## Question

Six molecules share a chain with a hydroxyl group at one end and differ in the group at the other. The rows *CC and *CCC are pentan-1-ol and hexan-1-ol, *CO and *CCO are diols that end in a second hydroxyl, *N is an amino alcohol and *OC a methoxy alcohol. S1 is the energy of the lowest excited singlet, f(S1) its oscillator strength (how strongly it absorbs light), and T1 the energy of the lowest triplet.

PySCF 2.14.0 with density fitting, CAM-B3LYP/def2-SVPD, gas phase, PBE0-D3(BJ)/def2-SVP geometries; vertical TDDFT singlets and Tamm-Dancoff triplets, core orbitals frozen in the response. The molecules are *CCCO (SMILES) with the group * varied; the marked atom is the chain carbon that carries the group. Electronegativities are on the Pauling scale.

| group * | formula | binding atom | its electronegativity | bond from the marked atom to the group (Å) | torsion about that bond, heaviest neighbours (°) | S1 (eV) | f(S1) | leading pair of S1 | T1 (eV) | S1 less T1 (eV) | HOMO-LUMO gap (eV) |
| --- | --- | --- | --- | --- | --- | --- | --- | --- | --- | --- | --- |
| *CO | C4H10O2 | C | 2.550 | 1.516 | 53 | 6.85 | 0.000 | HOMO to LUMO | 6.56 | 0.29 | 10.23 |
| *CC | C5H12O | C | 2.550 | 1.523 | 179 | 7.00 | 0.007 | HOMO to LUMO | 6.69 | 0.31 | 10.60 |
| *CCO | C5H12O2 | C | 2.550 | 1.523 | 64 | 7.00 | 0.006 | HOMO to LUMO+1 | 6.70 | 0.30 | 10.48 |
| *CCC | C6H14O | C | 2.550 | 1.522 | 180 | 7.00 | 0.007 | HOMO to LUMO | 6.69 | 0.31 | 10.59 |
| *N | C3H9NO | N | 3.040 | 1.460 | 71 | 6.55 | 0.010 | HOMO to LUMO | 6.26 | 0.29 | 9.80 |
| *OC | C4H10O2 | O | 3.440 | 1.399 | 178 | 6.99 | 0.007 | HOMO-1 to LUMO+1 | 6.68 | 0.31 | 10.28 |

The same calculations give vertical ionisation energies of 10.33 eV for *CC, 10.09 eV for *CO, 9.56 eV for *N and 9.81 eV for *OC.

(a) Where in the molecule does the lowest excitation of *CC sit? Estimate its energy from the ionisation energy.

(b) An electron leaves *OC more easily than *CC. Why does S1 not follow?

(c) Why does S1 fall in *N, and why by less than the ionisation energy?

(d) Account for the lower and dark S1 of *CO, using *CCO as a comparison.

## Model answer

**(a) One hydroxyl group and an inert chain**

A saturated alcohol has no π electrons. Its most loosely held electrons are the lone pair on oxygen, and the lowest empty level they can reach is a large, diffuse orbital around the hydroxyl group. This orbital resembles an atomic 3s orbital with some antibonding O–H character. The assignment is standard for alcohols, and in *CC the HOMO is indeed centred on the hydroxyl oxygen, while the LUMO has its largest shares on that oxygen and its hydrogen.

Consider first the limit in which the electron is so far out that the molecule left behind looks like a point charge. The electron is then bound as in a hydrogen atom, except that it dips into the core and feels a stronger pull there. A quantum defect $\delta$ corrects for this, so that

$$E(\mathrm{S1}) \approx I-\frac{R}{(3-\delta)^2},$$

where $I$ is the ionisation energy and $R = 13.6$ eV the Rydberg energy. With $\delta\approx 1.0$, a rough recalled value for such s-like orbitals, the binding is $13.6/4 = 3.40$ eV. For *CC this gives $10.33-3.40 = 6.93$ eV, close to the computed 7.00 eV.

The closeness should not be overrated, because $\delta = 0.9$ would raise the estimate by about 0.3 eV. What the formula explains safely is the scale: S1 lies a few electronvolts below ionisation because the electron stays bound to the hole it left. That hexanol has the same S1 as pentanol follows from where the excitation sits, not from the formula. One more CH₂ group at the far end hardly changes the lone pair or the orbital that receives the electron.

**(b) Two sites that stay distinct**

Now let the far group carry a lone pair of its own, and suppose that the two ends ignore each other. Each end then has its own excitation, and S1 is the lower of the two. Each excitation energy is a difference: the cost of removing the electron from that site, less the binding it regains in the diffuse orbital. A site that is easy to ionise need not be easy to excite.

The methoxy alcohol comes fairly close to this limit, although each of its two highest occupied orbitals has a smaller share on the other oxygen. Its HOMO lies mainly on the ether oxygen, which is why ionisation is easy. The leading pair of S1, however, starts from HOMO-1, which lies mainly on the hydroxyl oxygen and within about 0.1 eV of the HOMO of *CC. It ends in LUMO+1, which is centred on the hydroxyl group too. The lowest excitation is therefore still largely that of an alcohol, and S1 stays at 6.99 eV.

The numbers also limit how well the ether end can hold an excited electron. If its own excitation is a separate state, it cannot lie below S1, so the binding there is at most $9.81-6.99 = 2.82$ eV. At the hydroxyl end of *CC it is $10.33-7.00 = 3.33$ eV. Theory supplies a reason: an O–H bond offers the electron a low antibonding orbital and an exposed proton, whereas an ether oxygen has alkyl groups on both sides, whose filled shells push the electron outwards.

**(c) Two sites whose orbitals mix**

Nitrogen has a smaller nuclear charge than oxygen and holds its lone pair less tightly. Bringing in an amine therefore makes ionisation easier, by 0.77 eV relative to *CC. S1 falls too, but only by 0.45 eV. The excited electron is bound by about 3.0 eV here, less than in *CC, and this takes back part of the gain. A weaker hold is to be expected at an amine end, because hydrogens on nitrogen carry less positive charge than the one on a hydroxyl oxygen.

At first sight S1 is not a plain excitation of the nitrogen lone pair. The two highest occupied orbitals are only 0.23 eV apart, and each is spread over both oxygen and nitrogen, with the larger share on oxygen. Both contribute to S1, and from both the electron goes mainly to the LUMO, which sits at the amine end. Yet two such contributions can add on one atom and cancel on the other, so that spread-out orbitals describe a vacancy at one end. Since the electron is at the amine end and is held best by a vacancy close by, the vacancy is expected mainly on nitrogen. The list of orbitals gives no signs that would prove it.

An internal hydrogen bond from O–H to nitrogen could bring about the mixing of the orbitals. Sharing its proton in such a bond would raise the oxygen lone pair towards that of nitrogen, and would leave the amine hydrogens as the open place for the diffuse electron. The large dipole moment of *N, 3.61 D, fits such a bond, which lines up the dipoles of the two groups. A conformer without the bond would test its effect on S1.

**(d) Two equal sites**

In the limit of two identical hydroxyl groups, neither can claim the excitation. The proper states are the sum and the difference of the two local excitations. In one of them the transition moments of the two ends add; in the other they may cancel, and the molecule then hardly absorbs at that energy. This is the likely reason why f(S1) is 0.000 in *CO but 0.007 in *CC.

The make-up of the triplets supports the picture of two like sites. T1 of *CO combines HOMO to LUMO with HOMO-1 to LUMO+1, and the next triplet combines the two crossed pairs, as a sum and a difference over two like ends should. The small permanent dipole moment, 0.59 D against 1.85 D in *CC, fits two groups that point in nearly opposite directions. Lone pairs that combine across the chain would also give an upper level that is easier to ionise. The ionisation energy is in fact lower than in *CC by 0.25 eV, and S1 by 0.15 eV. T1 falls almost as much, by 0.13 eV, although in this calculation a triplet has no transition moment that could couple the two ends. The lowering is therefore more likely due to orbitals that reach from one end to the other, or to the shape of the chain.

The other diol shows that a second hydroxyl group is not sufficient. In *CCO, S1 is again 7.00 eV and weakly allowed, as in pentanol. Its two lowest triplets start mainly from one occupied orbital each, the HOMO for the first and HOMO-1 for the second, as expected when each end keeps its own excitation. The two diols differ in chain length and also in how their hydroxyl groups are turned, as the dipole moment of 2.07 D in *CCO against 0.59 D in *CO shows. The data cannot tell which of these differences lets the ends of *CO act together.

## Remarks on the reasoning

**A tempting wrong answer** ranks the groups by electronegativity. The methoxy group binds through the most electronegative atom of the series, yet its S1 agrees with those of *CC, *CCO and *CCC within 0.01 eV. The HOMO-LUMO gap misleads in the same row: it is 0.32 eV smaller than in *CC, while S1 stays put. Both fail because they do not ask which site is excited.

**The formula in (a) earns its place by where it fails.** Applied to all six rows with the same $\delta$, it comes within 0.2 eV for the groups bound through carbon. It is too low by about 0.4 eV for the amine and 0.6 eV for the ether, as the printed output shows. The ether is the worst case because the formula starts from the ionisation of one oxygen while S1 belongs mainly to the other.

**The triplets agree with a diffuse excited electron.** Singlet and triplet differ through the exchange interaction, which is small when the two orbitals involved overlap little. S1 lies only about 0.3 eV above T1 in every row, a tenth of the binding energy of the electron. The two energies come from slightly different response methods, so only the size of this difference carries meaning.

**For use in practice**, the energies translate into wavelengths through $1240/E$, with $E$ in eV and the result in nm. The common value of 7.00 eV corresponds to $1240/7.00 = 177$ nm, and the amine's 6.55 eV to $1240/6.55 = 189$ nm. All six therefore have their lowest excited singlet in the far ultraviolet, the amino alcohol at the longest wavelength. The absolute positions are less certain than the contrast between the rows, since diffuse states depend on the functional and the basis, and a liquid would shift them. The contrast has a limit of its own: each molecule was computed in one conformer, and the chains are not all turned alike, so effects of shape and of the end group are not separated.

**To judge a related molecule**, list the sites that carry lone pairs. For each, take the cost of removing an electron and subtract the binding that the diffuse orbital at that site can offer. The lowest result marks S1 if the sites are well separated in energy; if two are close and can interact, the excitation may be shared between them.

The analysis program printed:

```
Shifts from the row *CC in eV:
   row     S1  ionisation energy     HOMO  HOMO-LUMO gap
   *CO  -0.15             -0.246   0.1382          -0.37
   *CC      0                  0        0              0
  *CCO      0            0.01958  -0.0408          -0.12
  *CCC      0           -0.05906  0.01556          -0.01
    *N  -0.45            -0.7702   0.6886           -0.8
   *OC  -0.01             -0.525   0.3804          -0.32
Number of rows within 0.02 eV of *CC, itself included: 4
Spread of S1 among these rows, eV: 0.01
Estimated binding of the 3s-like electron, eV: 3.401
Estimate of S1 from the ionisation energy in eV:
   row  ionisation energy  estimated S1  computed S1  estimate less computed
   *CO              10.09         6.686         6.85                 -0.1637
   *CC              10.33         6.932            7                -0.06777
  *CCO              10.35         6.952            7                -0.04819
  *CCC              10.27         6.873            7                 -0.1268
    *N              9.563         6.162         6.55                  -0.388
   *OC              9.809         6.407         6.99                 -0.5828
Other sizes:
   row  ionisation energy less S1 (eV)  gap less S1 (eV)  dipole moment (D)
   *CO                           3.238              3.38             0.5868
   *CC                           3.334               3.6              1.846
  *CCO                           3.353              3.48              2.066
  *CCC                           3.275              3.59               1.86
    *N                           3.013              3.25               3.61
   *OC                           2.819              3.29              2.216
Hydroxyl-dominated orbital of *OC less HOMO of *CC, eV: -0.1065
HOMO less HOMO-1 in *N, eV: 0.2262
Smallest S1 less T1, eV: 0.29
Largest S1 less T1, eV: 0.31
```
